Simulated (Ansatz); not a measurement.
How basis sets differ on CH6GeSe (SMILES [CH3][GeH2][SeH])

CH6GeSe: 9 atoms, total charge 0, spin state singlet. As SMILES, `[CH3][GeH2][SeH]`. Geometry: relaxed at PBE0-D4/def2-TZVP. This is one conformer, not always the lowest.

```jsonl
{"atom": "C", "x (Å)": "-0.8896", "y (Å)": "0.5537", "z (Å)": "-0.7012"}
{"atom": "Ge", "x (Å)": "0.7251", "y (Å)": "-0.4103", "z (Å)": "-0.1906"}
{"atom": "Se", "x (Å)": "1.2914", "y (Å)": "0.0354", "z (Å)": "2.0602"}
{"atom": "H", "x (Å)": "-1.7308", "y (Å)": "0.2248", "z (Å)": "-0.0902"}
{"atom": "H", "x (Å)": "-0.7431", "y (Å)": "1.6234", "z (Å)": "-0.5517"}
{"atom": "H", "x (Å)": "-1.1223", "y (Å)": "0.3660", "z (Å)": "-1.7511"}
{"atom": "H", "x (Å)": "1.9519", "y (Å)": "0.0717", "z (Å)": "-0.9827"}
{"atom": "H", "x (Å)": "0.5453", "y (Å)": "-1.9276", "z (Å)": "-0.3793"}
{"atom": "H", "x (Å)": "0.0605", "y (Å)": "-0.5832", "z (Å)": "2.5695"}
```

Quantity: the dipole moment, in D. The values are calculated.

| level | kind | program | value (D) | CPU time |
| --- | --- | --- | --- | --- |
| HF/STO-3G | Hartree–Fock | Ansatz | 2.18 | 1.9 s |
| HF/3-21G | Hartree–Fock | Ansatz | 2.43 | 2.5 s |
| HF/def2-SVP | Hartree–Fock | Ansatz | 1.99 | 9.3 s |
| HF/def2-TZVP | Hartree–Fock | Ansatz | 1.96 | 25 s |

All-electron rows without a relativistic Hamiltonian named are non-relativistic. The values span 1.96 to 2.43 D. Sets without polarisation functions give poor dipoles. CPU times are rough (shared hosts, several kinds of processor): they show what a rung costs within a factor of a few.

The dipole does not improve steadily with basis size: going from STO-3G to 3-21G raises it to 2.43 D, the largest value, before def2-SVP brings it down to 1.99 D. The further step to def2-TZVP changes it very little. Germanium is more electropositive than carbon and selenium, so the moment reflects polar Ge–C and Ge–Se bonds together with the selenium lone pairs. Splitting the valence shell lets charge move between atoms, but without suitable higher angular functions the density cannot deform properly around each nucleus. The d functions describing the filled 3d shells of Ge and Se are too compact to do this for the valence electrons. 3-21G therefore probably exaggerates the charge separation, while the minimal basis lands nearer the larger sets through cancellation of errors. For this property def2-SVP already captures most of what def2-TZVP gives, at lower cost. Their agreement concerns the Hartree–Fock density only and leaves open how far electron correlation would shift the moment, often downwards in polar molecules.
